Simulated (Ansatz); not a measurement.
# Ge: pressure and energy change per atom against volume scale

All results are calculated (Ansatz 0.2.0). Plane-wave DFT, scalar-relativistic PAW made under PBE with cores redone for the functional, no dispersion; the given relaxed cell is scaled uniformly, energy at zero smearing counts from the unscaled cell, pressure at the given Fermi-Dirac smearing is positive in compression.

The cell before it is scaled or strained (space group Fd-3m, No. 227):
```
cell vectors (Å)
   0.0000     2.9055     2.9055
   2.9055     0.0000     2.9055
   2.9055     2.9055     0.0000
atoms (fractions of the cell vectors)
Ge  0.50000  0.50000  0.50000
Ge  0.75000  0.75000  0.75000
```

Settings of every row: spin polarised no; functional revPBE; wave cutoff 420 eV; smearing width 0.05 eV; k mesh 9x9x9.

Atom starting moment: 0 on all atoms.

| row | volume scale | V (Å³/atom) | pressure (GPa) | energy change per atom (meV) |
| --- | --- | --- | --- | --- |
| 1 | 0.88 | 21.585 | 9.08 | 70.5 |
| 2 | 0.92 | 22.566 | 5.19 | 27.4 |
| 3 | 0.96 | 23.547 | 2.15 | 5.31 |
| 4 | 1.04 | 25.509 | -2.19 | 7.98 |
| 5 | 1.08 | 26.49 | -3.69 | 26.36 |
| 6 | 1.12 | 27.471 | ? | ? |

Question: what pressure and energy change per atom should row 6 give?

Worked fit of pressure. Take u = (V_r/V)^(2/3) − 1 with V_r = 23.547 Å³ an atom, which is twice the finite (Eulerian) strain; such expansions in the strain, on which the Birch-Murnaghan equation of state is built, carry the rest volume and the bulk modulus. The shown rows have u = 0.05971, 0.02878, 0, -0.05196, -0.07551. Least squares give pressure = 2.141 + 98.76 × u + 288.1 × u² GPa; a straight line predicts inner rows, each left out in turn, worse (root mean square 0.59 against 0.038 GPa). The rows lie off it by 0.01, -0.03, 0.01, 0.02, -0.02. The pressure vanishes at u = -0.0233, or V = 24.39 Å³ an atom, and there the bulk modulus at fixed shape and fractions is B = −V dP/dV = (2/3)(1 + u) dP/du = 55.6 GPa. The withheld row has u = -0.09765, so the fit gives 2.141 + 98.76 × (-0.09765) + 288.1 × (-0.09765)² = -4.76 GPa.

The calculation gave -4.86 GPa. The fit lies 0.10 GPa (2.1 % of the value, 0.72 % of the column's range) above it; its largest miss of a shown row is 0.03 GPa. This row lies beyond the range of the fit.

Worked fit of energy change per atom. Take u = (V_r/V)^(2/3) − 1 with V_r = 23.547 Å³ an atom, which is twice the finite (Eulerian) strain; such expansions in the strain, on which the Birch-Murnaghan equation of state is built, carry the rest volume and the bulk modulus. The shown rows have u = 0.05971, 0.02878, 0, -0.05196, -0.07551. Least squares give energy change per atom = 5.355 + 483.5 × u + 10130.6 × u² meV; a straight line predicts inner rows, each left out in turn, worse (root mean square 21 against 0.45 meV). The rows lie off it by 0.16, -0.26, -0.05, 0.40, -0.25 (root mean square 0.25 meV). The withheld row has u = -0.09765, so the fit gives 5.355 + 483.5 × (-0.09765) + 10130.6 × (-0.09765)² = 54.74 meV.

The calculation gave 52.79 meV. The fit lies 1.95 meV (3.7 % of the value, 3 % of the column's range) above it; its largest miss of a shown row is 0.40 meV. This row lies beyond the range of the fit.
